**Notebook: the 5d form-factor integrals of iridium across a gap**

Four rows of this Dirac-Fock curve are covered. The question is how well they follow from the rows on either side and from the shape of a 5d orbital.

Radial integrals j0, j2 and j4 of the spherical Bessel functions over the open 5d shell (magnetic form factor) of the Ir atom, [Xe] 4f14 5d8 6s1, against sin θ/λ. Calculated with Radial Dirac-Fock and Kohn-Sham solver 2 by the Dirac-Fock method for the average of configuration, with a finite nucleus of rms radius 5.4032 fm.

```csv
sin theta over lambda (Å⁻¹),j0,j2,j4
0.000,1.000,0,0
0.090,0.8062,0.0732,0.0031
0.110,0.7272,0.1003,0.0061
0.140,0.6017,0.1394,0.0134
0.170,0.4781,0.1722,0.0236
0.210,0.3297,0.2015,0.0403
0.260,0.1828,0.2141,0.0627
0.330,0.0517,0.1963,0.0890
0.400,-0.0109,0.1562,0.104
0.500,?,?,?
0.620,?,?,?
0.760,?,?,?
0.940,?,?,?
1.160,0.0133,0.0022,0.0016
1.440,0.0025,0.0089,-0.0013
1.780,-0.0013,0.0072,0.0032
```

With s = sin θ/λ, each column is jL(s) = ∫ρ(r) bL(qr) dr. Here ρ is the 5d radial density normalised to one, bL the spherical Bessel function of order L, and q = 4πs, which is 6.65 s in bohr⁻¹ (4π × 0.5292). The values at s = 0 hold by definition. A negative entry reflects a negative bL and says nothing of spin density, since a configuration average carries no moment. The atom is neutral 5d8 6s1, an excited configuration, so the numbers should not be carried over to an iridium ion. The open 6s shell is left out of the integrals, the weighting of the two spin–orbit partners of 5d in ρ is not shown, and no grid test is given for the small values at high angle.

**Low angle, s = 0.090.** Expanding b0(x) = sin x/x gives j0 = 1 − q²⟨r²⟩/6 + q⁴⟨r⁴⟩/120 − q⁶⟨r⁶⟩/5040. With q = 0.5985 bohr⁻¹ and the moments of the same calculation, j0 = 1 − 0.2206 + 0.0302 − 0.0038 = 0.8058, against 0.8062 in the table. Nothing is fitted, but both sides come from one density, so this checks consistency only. At s = 0.210 the series is already 0.25 too low and cannot reach the gap.

**What theory argues for the gap.** b0 is negative for x between π and 2π. A 5d orbital has two radial nodes, hence a broad outer lobe and two small inner ones (in model A below, a few per cent of the density, inside about 0.6 bohr). At s = 0.62, q is 4.1 bohr⁻¹: the negative swing covers r from 0.8 to 1.5 bohr, well inside the outer lobe, while the inner lobes have qr below π and count positively. At s = 0.94, q is 6.25 bohr⁻¹: the negative swing has retreated to 0.5–1.0 bohr, the outer lobe spans several swings and largely cancels, and the slowly decaying inner term is left. So j0 should dip and then return above zero, as the known 0.0133 at s = 1.160 requires.

For L = 2 and 4, bL starts as x² and x⁴, so the inner lobes give little until q is large. b2 peaks near x = 3.3 and first vanishes near 5.8; b4 does so near 5.6 and 8.2. Hence j2 should fall to about zero before the inner lobes take over, which suits its being smaller at 1.160 than at 1.440, and j4 should lag behind it.

**Forecasts.** j0 has a shallow negative minimum near 0.5, turns positive between 0.62 and 0.94 and has a small maximum near 0.94. j2 falls steadily to about zero and may be slightly negative at 0.94. j4 peaks between 0.40 and 0.55, then falls and stays positive. Ranges were set by hand from this reasoning, before any fit.

Model A sharpens them. It takes the two-node d state of the non-relativistic potential −[(Z−1)Ω+1]/r, Ω = 1/(H(e^{r/d}−1)+1), with d = 0.70 bohr and H = 4.2 from unweighted least squares on all three columns of the eleven known rows with s > 0. The two constants absorb exchange and relativity and have no meaning of their own. The bar is twice the largest misfit in the column among known rows from s = 0.260 up. Model B, a nodeless density r^{2n}e^{−2ζr} fitted likewise, is the comparison; A should beat it, most clearly for j0.

| s | 0.50 | 0.62 | 0.76 | 0.94 |
|---|---|---|---|---|
| j0 range | −0.045 to −0.020 | −0.035 to −0.005 | −0.010 to 0.020 | 0.010 to 0.030 |
| j0, A ± 0.0019 | −0.0295 | −0.0105 | 0.0132 | 0.0218 |
| j2 range | 0.080 to 0.105 | 0.025 to 0.055 | −0.005 to 0.020 | −0.012 to 0.005 |
| j2, A ± 0.0037 | 0.0915 | 0.0331 | 0.0006 | −0.0052 |
| j4 range | 0.095 to 0.112 | 0.070 to 0.095 | 0.040 to 0.065 | 0.010 to 0.030 |
| j4, A ± 0.0023 | 0.1054 | 0.0855 | 0.0529 | 0.0193 |

Without an assumed orbital shape, the known rows and moments constrain much less. Linear programming over any non-negative density on a grid out to 14 bohr that matches them and the three moments within rounding lets j0 at 0.62 lie between −0.052 and +0.016, though it forces j0 at 0.94 to be positive. The narrow bars therefore rest on the assumed orbital shape.

The withheld rows as computed:

```csv
sin theta over lambda (Å⁻¹),j0,j2,j4
0.500,-0.0309,0.0925,0.105
0.620,-0.0135,0.0348,0.0854
0.760,0.0096,0.0018,0.0536
0.940,0.0197,-0.0057,0.0207
```

**Hits.** All twelve values fall in the hand-set ranges, a modest result given widths of 0.017 to 0.030. The forecast shapes hold as far as the row spacing can show; the j4 entries at 0.400 and 0.500 differ by about the rounding, so that peak is bracketed and not located. Model A is inside its bar for all eight values of j2 and j4, though at 0.76 its bar left the sign of j2 open.

**Misses.** A is too high in j0 at all four rows and outside its bar at three: by 0.0030 at 0.62, 0.0036 at 0.76 and 0.0021 at 0.94. The bar came from fitted rows, and it was too narrow for unfitted ones. At 0.62 the model makes j0 a difference of a negative outer and a positive inner term, each a few hundredths, so an error of about a tenth in either produces the miss. That the rigid two-parameter potential misplaces or overweights the middle lobe is a guess; no calculation here tests it. The missing relativity may also contribute: the centrifugal barrier limits its direct effect on a d electron and the fitted constants can take up some of the indirect change in screening, but no relativistic version of A was run to show how much is left.

The comparison with B came out only partly as forecast. B keeps j0 negative through the gap (−0.0030 at 0.94 against 0.0197), and its rms error there, 0.0152, is its largest. As a ratio to A, however, j0 is the least clear column: 0.0152/0.0027 ≈ 6, against 0.0102/0.0012 ≈ 8.5 for j2. At 0.62 B is even slightly closer in j0 than A, because its curve crosses the computed one nearby. B also recovers only half of ⟨r⁶⟩ and already missed j0 at the known row 1.160 by 0.0142, so its failure was visible beforehand and cannot be charged to the absent nodes alone: a single exponent cannot carry both a long tail and weight near the core. What the positive hump calls for is some density at small r. In a 5d orbital that density sits in the inner lobes, but these rows cannot show that nodes separate it from the rest, and even in A the outer lobe adds a smaller positive part at 0.94.

**Neighbouring cases.** The integrals depend on qr, so a more compact d shell, as in a cation, moves the first zero of j0 (about 0.39 here, by linear interpolation) and the peaks of j2 and j4 outward in s. The inner lobes lie within the core and should shift less. A nodeless 3d shell has no inner lobes and little weight at radii small against its own size, so by the same argument its j0 should stay negative over a longer stretch.
